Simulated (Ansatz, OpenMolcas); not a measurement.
**CH8Si2 (SMILES [SiH3]C[SiH3]): the HOMO–LUMO gap, rung by rung**

CH8Si2: 11 atoms, total charge 0, spin state singlet. As SMILES, `[SiH3]C[SiH3]`. Geometry: relaxed at PBE0-D4/def2-TZVP.

| atom | x (Å) | y (Å) | z (Å) |
| --- | --- | --- | --- |
| Si | -1.1590 | 1.0347 | -0.3447 |
| C | -0.2863 | -0.6214 | -0.3656 |
| Si | 1.3352 | -0.6523 | 0.5696 |
| H | -2.4358 | 0.9768 | -1.1065 |
| H | -0.2935 | 2.0789 | -0.9556 |
| H | -1.4638 | 1.4368 | 1.0546 |
| H | -0.9541 | -1.3776 | 0.0607 |
| H | -0.0994 | -0.9088 | -1.4058 |
| H | 1.1106 | -0.3044 | 1.9983 |
| H | 2.2821 | 0.3367 | -0.0116 |
| H | 1.9641 | -1.9994 | 0.5065 |

Quantity: the HOMO–LUMO gap, in eV. The values are calculated.

| level | kind | program | value (eV) | CPU time |
| --- | --- | --- | --- | --- |
| SVWN5/def2-SVP | LDA | OpenMolcas | 7.22 | 34 s |
| BLYP/def2-SVP | GGA | OpenMolcas | 7.41 | 45 s |
| PBE/def2-SVP | GGA | OpenMolcas | 7.41 | 45 s |
| revPBE/def2-SVP | GGA | OpenMolcas | 7.51 | 47 s |
| TPSS/def2-SVP | meta-GGA | OpenMolcas | 7.85 | 59 s |
| CAM-B3LYP/def2-SVP | range-separated hybrid | Ansatz | ? | 2.9 s |
| HSE06/def2-SVP | range-separated hybrid | Ansatz | ? | 2.8 s |
| wB97X/def2-SVP | range-separated hybrid | Ansatz | 13.89 | 9.1 s |

**Question.** Estimate what the levels marked ? give.

**Answer.** As computed at these levels: CAM-B3LYP/def2-SVP: 11.88 eV; HSE06/def2-SVP: 8.75 eV. The values span 7.22 to 13.89 eV. Orbital gaps aren't excitation energies. CPU times are rough (shared hosts, several kinds of processor): they show what a rung costs within a factor of a few.

The gap stays within 7.22 to 7.85 eV across the semilocal functionals, then opens to 8.75 eV with HSE06, 11.88 eV with CAM-B3LYP and 13.89 eV with wB97X. The label "range-separated hybrid" therefore says little by itself: the order follows the exact exchange kept at long range, which HSE06 screens away and wB97X retains in full, probably because it lowers the occupied levels while leaving the empty ones high.

A wide gap is expected at every level, since the molecule is saturated and has neither π bonds nor lone pairs. Its highest occupied orbital is probably a mix of Si–C and Si–H σ bonding, and the empty valence levels are the σ* counterparts. In small silanes and alkanes, however, the lowest empty level tends to be diffuse and barely bound or unbound. A compact basis without diffuse functions confines such an orbital and pushes it up, so even the wB97X value can't be taken as a converged fundamental gap.
